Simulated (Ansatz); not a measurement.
Sb: pressure as volume scale varies

All results are calculated (Ansatz 0.2.0). Periodic Kohn-Sham DFT of a crystal at fixed atoms, scaled to volume_scale times the given cell; pressure positive in compression, energy less spherical unpolarised free atoms, largest_vzz the field gradient of largest size among the nuclei.

The cell before it is scaled or strained (space group I4/mmm, No. 139):
```
cell vectors (Å)
  -1.5050     1.5050     2.4800
   1.5050    -1.5050     2.4800
   1.5050     1.5050    -2.4800
atoms (fractions of the cell vectors)
Sb  0.00000  0.00000  0.00000
```

Settings of every row: method all-electron PAW; functional PBEsol; relativity scalar; k mesh 19x19x19; filling fermi-dirac; smearing width 0.05 eV; nucleus gaussian.

Atom start moment: 0 on all atoms.

Limits: all rows lie far from zero pressure; field gradient without spin-orbit coupling on heavy atoms; no gap: field gradients move with the k mesh; no spin-orbit coupling on heavy atoms.

| row | volume scale | V (Å³/atom) | pressure (GPa) | largest V_zz (1e21 V/m^2) |
| --- | --- | --- | --- | --- |
| 1 | 0.94 | 21.121 | 24.291 | 3.652 |
| 2 | 0.95 | 21.346 | 22.559 | 3.705 |
| 3 | 0.96 | 21.57 | 20.918 | 3.757 |
| 4 | 0.98 | 22.02 | 17.88 | 3.852 |
| 5 | 0.99 | 22.244 | 16.471 | 3.889 |
| 6 | 1 | 22.469 | 15.131 | 3.917 |
| 7 | 1.01 | 22.694 | 13.859 | 3.939 |
| 8 | 1.02 | 22.918 | 12.651 | 3.957 |
| 9 | 1.04 | 23.368 | ? | ? |
| 10 | 1.05 | 23.593 | 9.394 | 4.014 |
| 11 | 1.06 | 23.817 | 8.416 | 4.039 |

Question: what pressure should row 9 give?

Worked fit of pressure. Take u = (V_r/V)^(2/3) − 1 with V_r = 22.357 Å³ an atom, which is twice the finite (Eulerian) strain; such expansions in the strain, on which the Birch-Murnaghan equation of state is built, carry the rest volume and the bulk modulus. The shown rows have u = 0.03864, 0.03133, 0.02418, 0.01018, 0.00338, -0.00333, -0.00992, -0.01639, -0.03524, -0.0413. Least squares give pressure = 15.7893 + 199.867 × u + 518.68 × u² GPa; a straight line predicts inner rows, each left out in turn, worse (root mean square 0.31 against 0.0042 GPa). The rows lie off it by 0.004, -0.001, -0.007, 0.002, 0.000, 0.002, 0.001, -0.002, 0.004, -0.004 (root mean square 0.0033 GPa). The withheld row has u = -0.02905, so the fit gives 15.7893 + 199.867 × (-0.02905) + 518.68 × (-0.02905)² = 10.421 GPa.

The calculation gave 10.423 GPa. The fit lies 0.002 GPa (0.013 % of the column's range) below it; its largest miss of a shown row is 0.007 GPa.

The other values of row 9: largest V_zz 3.992 1e21 V/m^2.
